**Problem: the 2p–3p gap of technetium ions**

The table gives spin-polarised, scalar-relativistic LDA levels of seven Tc ions. $\varepsilon$ is a Kohn-Sham eigenvalue, "up" is the majority spin (Tc25+ is a closed shell with unsplit levels), and the gap is $\Delta=\varepsilon(3p\ \text{up})-\varepsilon(2p\ \text{up})$.

Technetium ions computed with Quantum ESPRESSO 7.5 (ld1.x) as spherical all-electron Kohn-Sham atoms, using the spin-polarised, scalar-relativistic LDA (Slater exchange, VWN5 correlation) and a point nucleus. Open shells are filled high-spin, with up as the majority spin. Eigenvalues are negative for bound levels.

```csv
species,Z,charge (e),electrons,configuration,eigenvalue (2p up) (eV),eigenvalue (3p up) (eV),mean radius (2p up) (bohr),mean radius (3p up) (bohr),ε(3p up) − ε(2p up) (eV),radius at density 0.001 (bohr)
Tc2+,43,2,41,[Kr] (4d up)5,-2679.8,-431.7,0.13044,0.41703,2248.07,3.5166
Tc24+,43,24,19,[Ar] (3d up)1,-3683.4,-1271.2,0.12943,0.36972,2412.18,1.0669
Tc25+,43,25,18,[Ne] 3s2 3p6,-3768.3,-1334.1,0.12924,0.36583,2434.29,1.0463
Tc26+,43,26,17,[Ne] 3s2 (3p up)3 (3p down)2,-3851.2,-1398.7,0.12903,0.36223,2452.55,1.0263
Tc27+,43,27,16,[Ne] 3s2 (3p up)3 (3p down)1,-3935.5,-1464.2,0.12882,0.35872,2471.32,1.0057
Tc28+,43,28,15,[Ne] 3s2 (3p up)3,-4021.2,-1530.6,0.12860,0.35529,2490.61,0.98372
Tc29+,43,29,14,[Ne] 3s2 (3p up)2,-4106.6,-1593.5,0.12835,0.35216,2513.11,0.96126
```

**(a)** The nuclear charge is fixed. Why does $\Delta$ grow with ionisation? Estimate the step Tc25+→Tc26+ without a fitted parameter, and explain the change from Tc2+ to Tc24+.

**Solution.** Freeze all orbitals and remove one electron from orbital $b$. Level $a$ loses its repulsion from the spherical cloud of $b$, which is the Coulomb integral $F^0(a,b)=\langle 1/r_>\rangle$, with $r_>$ the larger of the two electron radii. Hence
$$\delta\varepsilon_a=-F^0(a,b),\qquad \delta\Delta=F^0(2p,b)-F^0(3p,b).$$
If $b$ lies wholly outside both levels, $r_>$ is always its radius, both integrals equal $\langle 1/r\rangle_b$, and the gap stays put. If $b$ shares space with 3p but lies mostly outside 2p, then 2p still feels much of $\langle 1/r\rangle_b$, while the 3p electron is often the outer one of the pair and feels less. So 2p drops further, as it does in every step of the table.

The Tc25+ calculation gives $F^0(3p,2p)=88.8$ eV and $F^0(3p,3p)=66.9$ eV, so $\delta\Delta=88.8-66.9=21.9$ eV. The electron removed is spin-down, so the up levels lose no exchange and the comparison is nearly clean. The computed shifts are 82.9 and 64.6 eV, and the step of 18.26 eV is 0.83 of the estimate. Theory puts the shortfall down to relaxation: the remaining electrons contract and restore some screening, more of it at small radius, which fits overshoots of 5.9 eV for 2p and 2.3 eV for 3p. Correlation between opposite spins also enters and is not separated here. The level shifts are shifts of the potential, not a measure of contraction: from first row to last the mean radius of 2p falls by 1.6 % and that of 3p by 15.6 %, yet 2p moves more.

Tc2+→Tc24+ removes 22 electrons (4d, 4p, 4s and nine 3d) and widens $\Delta$ by 164.11 eV, only 7.46 eV each. Thirteen of them are near the outer limit. Since $F^0(2p,b)\le\langle 1/r\rangle_b$, and 3d, of similar mean radius, can roughly stand in for 3p (in Tc28+ their $F^0$ with the empty 4s level differ by 0.9 eV), the Tc2+ orbitals cap the frozen step at roughly 1.6, 4.2 and 5.7 eV for a 4d, 4p and 4s electron. The caps rise as these orbitals contract during stripping, so they suggest, but do not prove, that the 3d electrons carry most of the change; two end points cannot divide it. The radius at density 0.001 is a contour in the tail of the total density; it lies at 8.43 times the 3p radius in Tc2+, where $n=4$ electrons define it, and at 2.7 to 2.9 times it in the other ions.

**(b)** From Tc24+ on, the steps of $\Delta$ are 22.11, 18.26, 18.77, 19.29 and 22.50 eV. Why are the first and last larger?

**Solution.** LDA exchange acts within one spin, with $v_{x\sigma}\propto-\rho_\sigma^{1/3}$ for spin density $\rho_\sigma$. Levels with the spin of the removed electron lose exchange attraction and are pushed up against the Coulomb drop. The removed density overlaps 3p more than 2p, so 3p is pushed more and that gap widens further. The three middle steps remove down electrons, the first and last an up electron.

The down levels of the same calculations test this (3p down is empty in Tc28+ and Tc29+, but is still a level of the same self-consistent potential). For the four 3p removals, the gap of the spin opposite to the removed electron steps smoothly: 18.26, 18.77, 19.29, 20.05 eV. The same-spin gap steps further in all five cases. The last step exceeds the one before by $3.21=2.45+0.76$ eV, the first term being the same-spin excess and the second the drift of the smooth sequence. The drift may come from contraction of 3p and from fewer electrons left to relax, which is untested.

The excess is not constant, because $\delta v_{x\sigma}\propto\rho_\sigma^{-2/3}\,\delta\rho_\sigma$ grows as a channel empties. It is 2.50, 3.33 and 4.88 eV as the down 3p count goes 3→2→1→0, and returns to 2.45 eV for 3→2 in the up channel. Averaging over spins therefore leaves the steps uneven. The next up removal should show an excess near 3 eV.

The first step exceeds the second by $3.85=1.19+2.66$ eV, so spin is the smaller part and the change of shell the larger. In the opposite-spin channel a 3d removal lowers 2p by 87.2 eV against 82.9 eV for 3p, but lowers 3p by 66.3 against 64.6 eV. A plausible but untested cause is that 3d is more compact on average and has no inner lobe, whereas part of the large $\langle 1/r\rangle$ of 3p comes from a lobe inside the 2p region, where $1/r_>$ saturates.

**(c)** How much of this pattern belongs to real Tc ions, and what would neighbouring series do?

**Solution.** The electrostatics of (a) is general. An element of slightly higher $Z$ in the same configurations has tighter orbitals, so larger $F^0$ and slightly larger steps in the same order. A series stripping only 4d electrons should give steps of a few eV at most, with little spin structure: in Tc2+ five unpaired 4d electrons split 2p and 3p alike by 0.5 eV.

The kink at the half-filled 3p shell is less safe. High-spin filling is imposed, and an unpolarised calculation would have no such kink. Spin–orbit coupling is absent, although in an element this heavy it splits 2p by more than any single step of $\Delta$; $\Delta$ is thus a $j$-averaged level difference and no X-ray line energy. In the strong-coupling limit the four $3p_{3/2}$ electrons leave first, and the break falls at Tc29+, a closed $3p_{1/2}^2$ shell that this model cannot represent. The computed ionisation energy lies 2.6 to 12.4 eV above the NIST semi-empirical value for Tc25+ to Tc28+ and 13.5 eV below it for Tc29+, which is consistent with that picture without proving it. The spherical open shells also leave the terms unresolved, and Breit and QED contributions are missing, so these differences cannot be put down to spin–orbit coupling alone.

Nor are eigenvalues ionisation energies. LDA self-interaction makes a level deepen as its own occupation falls, and by Janak's theorem the ionisation energy is the average of $-\varepsilon$ over the removal. For Tc25+, $-\varepsilon(3p)=1334.1$ eV, and the 3p down level of Tc26+ gives $(1334.1+1394.3)/2=1364.2$ eV, close to the computed 1363.7 eV.
